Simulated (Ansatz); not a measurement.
## How methods differ on SiCl2OF (SMILES [O][Si](F)(Cl)Cl)

SiCl2OF: 5 atoms, total charge 0, spin state doublet. SMILES: `[O][Si](F)(Cl)Cl`. Geometry: relaxed at PBE0-D4/def2-TZVP.

| atom | x (Å) | y (Å) | z (Å) |
| --- | --- | --- | --- |
| O | 1.2052 | -1.1209 | 0.3510 |
| Si | 0.0020 | -0.0373 | 0.0719 |
| F | -0.9445 | 0.1755 | 1.3111 |
| Cl | -1.0886 | -0.8158 | -1.4285 |
| Cl | 0.8757 | 1.7250 | -0.3470 |

Quantity: the energy change with the Si2–Cl4 bond stretched from 2.012 to 4.426 Å, in eV. The values are calculated.

| level | kind | program | value (eV) | CPU time (all runs) |
| --- | --- | --- | --- | --- |
| UHF/cc-pVDZ | Hartree–Fock | Ansatz | 3.36 | 80 s |
| USVWN5/cc-pVDZ | LDA | Ansatz | 3.57 | 40 s |
| U-revPBE/cc-pVDZ | GGA | Ansatz | 3.04 | 91 s |
| UB3LYP/cc-pVDZ | global hybrid | Ansatz | 3.41 | 1.8 min |
| UBHLYP/cc-pVDZ | global hybrid | Ansatz | 3.82 | 2 min |
| UCAM-B3LYP/cc-pVDZ | range-separated hybrid | Ansatz | 3.64 | 1.9 min |
| UB2PLYP/cc-pVDZ | double hybrid | Ansatz | 3.64 | 3.3 min |
| RPA@PBE/cc-pVDZ | RPA | Ansatz | 2.55 | 1.9 min |
| UMP2/cc-pVDZ | perturbation theory | Ansatz | 4.18 | 98 s |

The first shape isn't each level's own minimum. The values span 2.55 to 4.18 eV. Spin contamination of the reference (⟨S²⟩ at least 0.1 too high) touches UHF/cc-pVDZ, UBHLYP/cc-pVDZ, UCAM-B3LYP/cc-pVDZ, UB2PLYP/cc-pVDZ, UMP2/cc-pVDZ (up to 0.86 too high). CPU times are rough (shared hosts, several kinds of processor and program).

Pulling one chlorine away from silicon costs several electronvolts at every level, so the radical is well bound against this stretch. The process differs from ordinary homolysis in a closed-shell chlorosilane. The starting radical carries its unpaired electron mainly on oxygen, and as chlorine leaves, that electron can pair with the one left on silicon, giving a silanone fragment and a chlorine atom. The new Si–O π bond repays part of the cost of the strong, polar Si–Cl σ bond. The repayment is limited because π overlap between the diffuse silicon 3p and compact oxygen 2p orbitals is poor.

Among the levels free of marked spin contamination, the cost falls from 3.57 eV in the LDA through 3.41 eV with B3LYP and 3.04 eV with revPBE to 2.55 eV in RPA. The drop from LDA to revPBE probably reflects the weaker overbinding of gradient-corrected functionals. This spread supports a strong bond but not a precise bond energy, and two endpoints cannot reveal whether recombination has a barrier.
